Why the muonic 3d3/2 binding drifts away from Z²

Finding

The binding B of a muon in the 3d3/2 level follows Z² closely, but B/Z² rises from 0.3098 keV at C to 0.3125 keV at Ar, about 0.9%, in uneven steps. Three quarters of this drift is the fading recoil of the nucleus; relativity and vacuum polarisation share the rest. Nuclear size, which correlates strikingly with the drift, contributes nothing visible.

Radial Dirac-Fock and Kohn-Sham solver 3: 3d3/2 level of a negative muon around a spherical nucleus, taken as a uniformly charged sphere. Dirac equation with reduced mass and the Uehling potential to all orders; no electron screening, self-energy, nuclear polarisation or deformation. Binding is positive, and the two correction columns are changes of it.

```
species   Z  mass number  nuclear rms radius (fm)  binding energy (3d3/2) (keV)  finite nucleus less point nucleus (3d3/2) (keV)  vacuum polarisation (3d3/2) (keV)  <r> (3d3/2) (fm)
      C   6           12                    2.470                        11.152                                                0                           0.002378             451.9
      N   7           14                    2.558                        15.201                                                0                           0.004454             386.7
      O   8           16                    2.699                        19.877                                                0                           0.007518             338.0
      F   9           19                    2.898                        25.190                                                0                           0.011766             300.0
     Ne  10           20                    3.006                        31.113                                                0                           0.017345             269.9
     Mg  12           24                    3.057                        44.862                                                0                           0.033237             224.6
     Al  13           27                    3.061                        52.688                                                0                           0.043866             207.1
     Si  14           28                    3.122                        61.128                                                0                           0.056429             192.3
      P  15           31                    3.189                        70.215                                          -1.e-06                           0.071131             179.3
      S  16           32                    3.261                        79.916                                          -1.e-06                           0.088026             168.0
     Cl  17           35                    3.365                        90.267                                          -2.e-06                            0.10732             158.1
     Ar  18           40                    3.427                        101.26                                          -4.e-06                            0.12912             149.2
```

Picture

Each row is one muon bound to a bare nucleus of charge Z and mass number A, treated with the Dirac equation; no electrons are present. The binding is positive, the two correction columns are changes of it, and <r> is the mean muon–nucleus distance. A muon weighs 0.1134 u, about 1% of a carbon nucleus, so the nucleus visibly circles the common centre of mass. The muon mass m is then replaced by the smaller reduced mass μ, which widens the orbit and weakens the binding, less so the heavier the nucleus. With nuclear mass M ≈ A u and α the fine-structure constant,

μ = m/(1 + m/M)

B = μc²(Zα)²/18 × [1 + (Zα)²/12] + vacuum polarisation + size shift

The 18 is 2n² for n = 3. The bracket is the leading Dirac factor 1 + (Zα/n)²[n/(j+½) − ¾] at j = 3/2. Nothing is fitted; the last two terms are taken from the table's own columns.

Nuclear size: tempting and wrong

Muonic atoms are known as probes of the nuclear radius, and B/Z² correlates with the rms radius at 0.988 over the twelve rows. Both merely grow along the series. Spreading the charge can only weaken the attraction, so the sign is wrong for a rise, and the column confirms it: the shift is zero to rounding up to Si and −4×10⁻⁶ keV at Ar, 4 parts in 10⁸ of B. The single digits from P to Ar show a tiny loss of binding but are too coarse for a scaling law. The radius is at most 2.3% of <r>, and without relativity the radial probability of a d state falls as r⁶ at the centre. The 2p3/2 size shifts of the same runs fit the uniform sphere, and for 3d the exact shape of the charge is immaterial. The steps disagree too: from Mg to Al the radius barely moves, yet B/Z² climbs more than from F to Ne, where the radius grows by 0.1 fm. The reputation belongs to 1s, where the same calculation gives −46.552 keV for Ar, about 5% of that binding.

Relativity: right sign, too small

A Z² term would steepen towards Ar, whereas the drift is fastest at the light end. An unweighted least-squares line of ln(B/Z²) against Z² through all rows needs a slope six times α²/12. The fine structure sets the true size: the bracket gives (Zα)²/12 for j = 3/2 and (Zα)²/36 for j = 5/2, so the relativistic gain of 3d3/2 is 1.5 times the splitting. For Ar the same calculation binds the two levels by 101.264 and 101.166 keV, and 1.5 × 0.098/101.264 = 0.145%. Relativity supplies 0.128 of the 0.885% logarithmic drift.

Recoil: the main cause and the zigzag

The loss 1 − μ/m shrinks from 0.937% at C to 0.283% at Ar and gives 0.658 of the 0.885%. Its fingerprint is that it depends on A. Every step onto a nucleus with surplus neutrons (F, Al, P, Cl, Ar) is larger per unit of Z than the step before it, and the steps back to A = 2Z (Ne, Si, S) are the three smallest. Replacing A by 2Z in the model leaves those five rows underbound by 96 to 347 ppm of B, five or more times their rounding.

Fluorine as an example: with A = 19 the reduced mass lies 0.594% below m, and this μ goes into the leading term μc²(Zα)²/18 with Z = 9. The bracket adds 0.036%, or 0.009 keV, and the vacuum polarisation column 0.012 keV. The sum is 25.190 keV, as in the table; A = 18 would give about 0.008 keV less.

With the full Dirac formula the model meets every row within or near rounding; the worst relative to its rounding, S, is off by 9 ppm of B, no more than a 0.1% uncertainty in M plus rounding allows. Recoil alone does not suffice: a least-squares line of ln(B/Z²) against 1/A through all rows has slope −0.153 instead of −0.1134, because it absorbs the other two rises. The orbit agrees: Z<r> contracts by 0.96% from C to Ar, 0.66% from μ.

Vacuum polarisation: a crossover

Virtual electron pairs screen the nucleus over the reduced electron Compton length λ = 386 fm, and a muon inside that cloud sees extra charge. As <r>/λ falls from 1.17 to 0.39, the term grows 54-fold while Z² grows ninefold, adding 0.106% to the drift. Theory argues Z⁸ for a d orbit far outside λ (Z² times a sixth-power overlap with the cloud) and Z² times a logarithm far inside. The exponent between neighbouring rows falls steadily from 4.07 to 3.24, so the value near 4 is a passing one and no contact law. A single power, 3.61 from a least-squares log–log line through all rows, overshoots C by about 9%. The Uehling potential averaged to first order over a non-relativistic 3d density lies 0.2% (C) to 0.9% (Ar) below the column; the expected reason is that relativity and the polarisation itself draw the true orbital inward. The same runs point that way: in Ar the 3d5/2 orbit is 0.15% wider than the 3d3/2 one, and the polarisation term of 3d3/2 is 0.5% the larger.

What the agreement means

Reduced mass, Dirac equation and Uehling potential are all built into the calculation, so the match assigns the drift to its sources without testing them against nature. Electron screening, self-energy, higher-order polarisation, relativistic recoil and hyperfine structure are left out, so ppm agreement is internal and no statement of absolute accuracy. For a neighbouring case the rule is to look at A first: from Ar-40 to Ca-40 the recoil term hardly changes, and the model has B/Z² rising through relativity and vacuum polarisation alone.
